## Saddle-point equivalence of the ensembles: the harmonic Na$_{55}$ cluster

### The general statement

Let $\omega(E)$ be the density of states, a number of states per unit energy. Its logarithm is defined only after an energy width $\delta$ has been fixed. We set

$$S(E)=k\,s(E)=k\ln[\omega(E)\,\delta],\qquad \frac1T=\frac{dS}{dE},\qquad \frac1C=\frac{dT}{dE},$$

with $\delta$ independent of $E$ and of the particle number $N$. The temperature and heat capacity defined here are microcanonical, and neither depends on $\delta$. The canonical partition function at $\beta=1/kT$ is

$$Z=\int \omega(E)\,e^{-\beta E}\,dE=\int e^{\,s(E)-\beta E}\,\frac{dE}{\delta}.$$

Suppose that the exponent has a single global maximum at an interior point $E^*$. There $s'(E^*)=\beta$, so the microcanonical temperature at $E^*$ equals the bath temperature. Since $s'=1/kT$, the curvature is $s''=-1/(kT^2C)\equiv-1/\sigma^2$, and a nondegenerate maximum requires $0<C<\infty$. With $x=E-E^*$ and $s_m$ the $m$-th derivative of $s$ at $E^*$,

$$Z=e^{\,s(E^*)-\beta E^*}\int \frac{dx}{\delta}\,e^{-x^2/2\sigma^2}\left[1+\frac{s_3x^3}{6}+\frac{s_4x^4}{24}+\frac{s_3^2x^6}{72}+\dots\right].$$

The Gaussian integral gives $\sqrt{2\pi}\,\sigma/\delta$, odd powers drop out, and the moments $\langle x^4\rangle=3\sigma^4$, $\langle x^6\rangle=15\sigma^6$ give

$$\ln Z=\frac{S(E^*)}{k}-\beta E^*+\frac12\ln\frac{2\pi kT^2C}{\delta^2}+r,\qquad r=\frac{s_4\sigma^4}{8}+\frac{5s_3^2\sigma^6}{24}+O(N^{-2}).$$

If $s$ is extensive and smooth in the energy per particle, then $s_m\sim N^{1-m}$ and $\sigma^2\sim N$. The first two terms of $\ln Z$ are then $O(N)$, the Gaussian term is $O(\ln N)$, and $r$ is $O(1/N)$. The width $\delta$ cancels between $S$ and the Gaussian term, as it must.

The canonical entropy is $S_{\rm can}=k\ln Z+U/T$, where $U$ is the mean energy and not the most probable one. The cubic term shifts the mean by $U-E^*=s_3\langle x^4\rangle/6=s_3\sigma^4/2$ to leading order. Differentiating $s''=-1/(kT^2C)$ with $d/dE=C^{-1}d/dT$ turns this into

$$U-E^*=kT\left[1+\frac{T}{2C}\frac{dC}{dT}\right]+O(1/N).$$

At equal temperature the two entropies therefore differ by

$$\frac{\Delta S}{k}\equiv\frac{S_{\rm can}(T)-S(E^*)}{k}=\frac12\ln\frac{2\pi kT^2C}{\delta^2}+1+\frac{T}{2C}\frac{dC}{dT}+O(1/N),$$

and $\Delta S/N=O(\ln N/N)$. The constant terms matter for a cluster, because $\ln N$ is itself only a few units.

### The model and its exact solution

Take a non-rotating cluster at rest, vibrating about one minimum of its potential surface. It has $f=3N-6$ normal modes, $f=159$ for $N=55$. In mass-weighted normal coordinates, with the energy counted from the minimum,

$$H=\tfrac12\sum_{i=1}^{f}\left(p_i^2+\omega_i^2q_i^2\right).$$

The variables $p_i$ and $\omega_iq_i$ map the region $H\le E$ onto a ball of radius $\sqrt{2E}$ in $2f$ dimensions, of volume $\pi^f(2E)^f/f!$. Dividing by the Jacobian $\prod_i\omega_i$ and by $h^f$ gives the number of states below $E$ and its derivative,

$$\Phi(E)=\frac{1}{f!}\left(\frac{E}{\hbar\bar\omega}\right)^{f},\qquad \omega(E)=\frac{E^{\,n}}{n!\,(\hbar\bar\omega)^{n+1}},\qquad n=f-1,$$

where $\bar\omega=(\prod_i\omega_i)^{1/f}$ is the geometric mean frequency. The Laplace transform follows from $\int_0^\infty E^ne^{-\beta E}dE=n!/\beta^{n+1}$:

$$Z=\tau^{f},\qquad \tau=\frac{kT}{\hbar\bar\omega},\qquad U=fkT,\qquad C_{\rm can}=fk,\qquad \frac{S_{\rm can}}{k}=f(1+\ln\tau).$$

On the microcanonical side we choose $\delta=\hbar\bar\omega$, so that $s(E)=n\ln(E/\hbar\bar\omega)-\ln n!$. Then $s'=n/E$, and

$$E^*=nkT,\qquad C=nk,\qquad \sigma^2=n(kT)^2,\qquad \frac{S(E^*)}{k}=n\ln(n\tau)-\ln n!.$$

The three explicit terms of the saddle-point formula add up to

$$n\ln(n\tau)-\ln n!-n+\tfrac12\ln(2\pi n)+\ln\tau=f\ln\tau-\left[\ln n!-n\ln n+n-\tfrac12\ln(2\pi n)\right].$$

Comparison with $\ln Z=f\ln\tau$ identifies the remainder in closed form,

$$r_n=\ln n!-n\ln n+n-\tfrac12\ln(2\pi n).$$

The saddle-point formula for this model is Stirling's formula, and its truncation error is the Stirling remainder, independent of temperature and frequencies. The general expression for $r$ reproduces the leading term. With $s_3=2n/E^3$, $s_4=-6n/E^4$ and $\sigma^2=E^2/n$,

$$r=-\frac{3}{4n}+\frac{5}{6n}=\frac{1}{12n},$$

and the bounds $1/(12n+1)<r_n<1/(12n)$ of Robbins (1955) hold for every $n\ge1$. The shift of the mean, $s_3\sigma^4/2=E^*/n=kT$, is exact here, since $U-E^*=(f-n)kT$ and $C$ is constant. The entropy difference is then known without approximation:

$$\frac{\Delta S}{k}=\tfrac12\ln(2\pi n)+\ln\tau+1+r_n .$$

### Numbers at 150 K

The only material input is $\bar\omega$. We take $\hbar\bar\omega/k=100$ K, an approximate value typical of sodium vibrations, which corresponds to 8.617 meV or 69.5 cm$^{-1}$. At $T=150$ K, $kT=12.926$ meV and $\tau=1.5$. With $n=158$,

$$E^*=2.0423\ \text{eV},\qquad U=2.0552\ \text{eV},\qquad \sigma=162.5\ \text{meV}.$$

The lower limit $E=0$ lies $E^*/\sigma=\sqrt n=12.6$ widths below the peak, so extending the Gaussian to $-\infty$ costs nothing at the accuracy shown. The many digits in the table serve to test the algebra and describe the model, not the cluster.

| Term | Value |
|---|---|
| $S(E^*)/k=158\ln 237-\ln158!$ | 218.61272 |
| $\beta E^*$ | 158 |
| $S(E^*)/k-\beta E^*$ | 60.61272 |
| $\frac12\ln(2\pi n)$ | 3.45024 |
| $\ln\tau$ | 0.40547 |
| Gaussian term $\frac12\ln(2\pi kT^2C/\delta^2)$ | 3.85570 |
| saddle-point $\ln Z$ | 64.46842 |
| exact $\ln Z=159\ln1.5$ | 64.46895 |
| remainder $r_{158}$ | 0.00053 |

The bare Legendre transform $S/k-\beta E^*$ falls short of $\ln Z$ by 6.0 per cent. In free energy the Gaussian term is worth 49.8 meV for the cluster, or 0.91 meV per atom. Once it is included, the remainder is $5.274\times10^{-4}$, equal to $1/(12n)$ to all four figures.

The canonical entropy is $S_{\rm can}=223.469\,k$, so that $\Delta S=4.856\,k$, which is $0.0883\,k$ per atom or 2.17 per cent of $S_{\rm can}$. The intensive and response quantities agree more closely, at relative order $1/n$. The heat capacities are $159k$ and $158k$, a difference of 0.63 per cent, and an isolated cluster prepared with energy $U$ has the microcanonical temperature $U/nk=150.95$ K.

Repeating the calculation for other sizes at the same $\tau$ shows both rates of convergence.

| $N$ | $n=3N-7$ | Gaussian term | $10^4\,r_n$ | $\Delta S/k$ | $\Delta S/Nk$ |
|---|---|---|---|---|---|
| 13 | 32 | 3.057 | 26.04 | 4.060 | 0.3123 |
| 55 | 158 | 3.856 | 5.274 | 4.856 | 0.0883 |
| 147 | 434 | 4.361 | 1.920 | 5.361 | 0.0365 |
| 561 | 1676 | 5.036 | 0.497 | 6.037 | 0.0108 |

The remainder falls as $1/N$, the total difference grows as $\frac12\ln N$, and the difference per atom decays as $\ln N/N$.

### What the logarithm counts

The canonical energy distribution is $P(E)=e^{s-\beta E}/(Z\delta)$. Taking the logarithm and averaging over $P$ gives an identity valid for any system,

$$\frac{S_{\rm can}}{k}=\langle s(E)\rangle-\langle\ln[P(E)\delta]\rangle .$$

The canonical entropy is the mean shell entropy plus the entropy of not knowing which shell is occupied. In the model $P$ is a gamma distribution with $\langle\ln(E/kT)\rangle=\psi(f)$, the digamma function, so $\langle s\rangle=n[\psi(f)+\ln\tau]-\ln n!=219.112$ and the second term is 4.357. A Gaussian with the canonical variance $f(kT)^2$ would give $\frac12\ln(2\pi ef\tau^2)=4.359$. The Gaussian term of $\ln Z$ has the same origin. It is the logarithm of $\sqrt{2\pi}\,\sigma/\delta=47.3$, the effective number of shells of width $\delta$ under the peak, and this number grows as $\sqrt N$.

The $O(1)$ part of $\Delta S$ depends on conventions, which must be stated with any number.

* **Width.** With $\delta=1$ meV the Gaussian term becomes 6.009 and $S(E^*)/k$ drops by the same 2.154. In $\Delta S$ above, $\bar\omega$ enters only through the choice $\delta=\hbar\bar\omega$. A width that grows with the system, $\delta=\sqrt{2\pi}\,\sigma$ at the temperature of interest, removes the logarithm altogether.
* **Equal energy.** Comparing at $E=U$ in place of $E^*$ adds $n\ln(f/n)=0.997$ to $s$, and $S_{\rm can}-S(U)=3.859\,k$.
* **Volume entropy.** The definition $S_V=k\ln\Phi$ needs no width. It gives $dS_V/dE=fk/E$, which equals $1/T$ exactly at $E=U$, and $S_{\rm can}-S_V(U)=k[\frac12\ln(2\pi f)+r_f]=3.454\,k$.

All three conventions with an $N$-independent reference share the term $\frac12\ln N$, and the volume entropy shows that it is no artefact of $\delta$.

### Positive heat capacity is necessary, not sufficient

The condition $C>0$ makes $E^*$ a local maximum of $s-\beta E$. The derivation needs the unique global one. The smallest counterexample adds to the model a second, liquid-like family of $g$ minima at energy $\Delta$ with the same $\bar\omega$:

$$\omega(E)\propto E^n+g\,(E-\Delta)^n\,\theta(E-\Delta),\qquad Z=\tau^f\left(1+ge^{-\beta\Delta}\right).$$

Define $T_m$ by $g=e^{\Delta/kT_m}$. Let $\Delta\propto N$, which exceeds $\sigma\propto\sqrt N$ for large $N$. At $T_m$ the integrand then has two separated peaks of equal weight near $nkT_m$ and $nkT_m+\Delta$, each with $C\approx nk>0$, and a minimum between them where $C<0$. Differentiating $\ln Z$ gives $U=fkT_m+\Delta/2$, so $S_{\rm can}$ exceeds the entropy at the lower peak by the terms found before plus $k\ln2+\Delta/2T_m$, which is $O(N)$. Somewhat above $T_m$ the lower peak survives with positive $C$ but carries a weight that is exponentially small in $N$. The $O(\ln N/N)$ statement thus holds where the tangent of slope $\beta$ touches $s(E)$ at one point only and lies above it everywhere else, with $C$ finite and proportional to $N$. Where $s''$ vanishes at the maximum, $C$ is infinite and the Gaussian term must be replaced by an integral over the first nonvanishing even order.

For the cluster at 150 K the second family is negligible. With a typical melting temperature of about 290 K for this size and an assumed $\Delta=0.7$ eV, its weight is $\exp[-(\Delta/k)(1/T-1/T_m)]=e^{-26.1}\approx4\times10^{-12}$, far below $r_{158}$. The estimate says nothing about isomers that lie much closer to the ground structure, which the model also omits.

### Size of the neglected terms

*Quantum corrections.* These are not small beside the Gaussian term. For $f$ equal frequencies, with $y=1/\tau=2/3$ and the energy still counted from the potential minimum, one quantum mode has $z=1/[2\sinh(y/2)]$ in place of $1/y$. Per mode, $\ln z$ changes by $a=\ln[(y/2)/\sinh(y/2)]=-0.0185$ and $\beta U$ by $b=(y/2)\coth(y/2)-1=0.0368$. For 159 modes $\ln Z$ changes by $-2.93$ and $S_{\rm can}/k$ by $+2.91$, and a spread of frequencies about the same geometric mean enlarges both. The absolute entropies of the classical model are therefore good to about one per cent at best. The difference between ensembles is far more stable, because for a smoothed $\omega(E)$ it depends only on $C(T)$. The quantum heat capacity carries the factor $[(y/2)/\sinh(y/2)]^2=0.964$, so $\frac12\ln C$ changes by $a$, and $(T/2C)\,dC/dT=da/d\ln T$ equals $b$. The net change of $\Delta S/k$ is $a+b=+0.018$.

*Anharmonicity.* Assume for illustration $C=C_0(1+\lambda T)$ with $\lambda T=0.1$ at 150 K. Integrating $C/T$ raises the canonical entropy by $C_0\lambda T=15.9\,k$, while $\Delta S/k$ rises only by $\frac12\ln1.1+\frac12(0.1/1.1)=0.048+0.045=0.093$.

*Constant factors.* An electronic degeneracy or the number of permutational copies of the minimum multiplies $\omega$ and $Z$ alike and cancels from $\Delta S$.

All these shifts of $\Delta S$, apart from the last, exceed $r_{158}$, so the remainder is a property of the harmonic model alone, whereas the logarithmic term is robust. To the accuracy that these estimates support, the model gives $\Delta S\approx4.9\,k$, about $0.09\,k$ per atom or 2 per cent of the vibrational entropy, for $\delta=\hbar\bar\omega$ at equal temperature.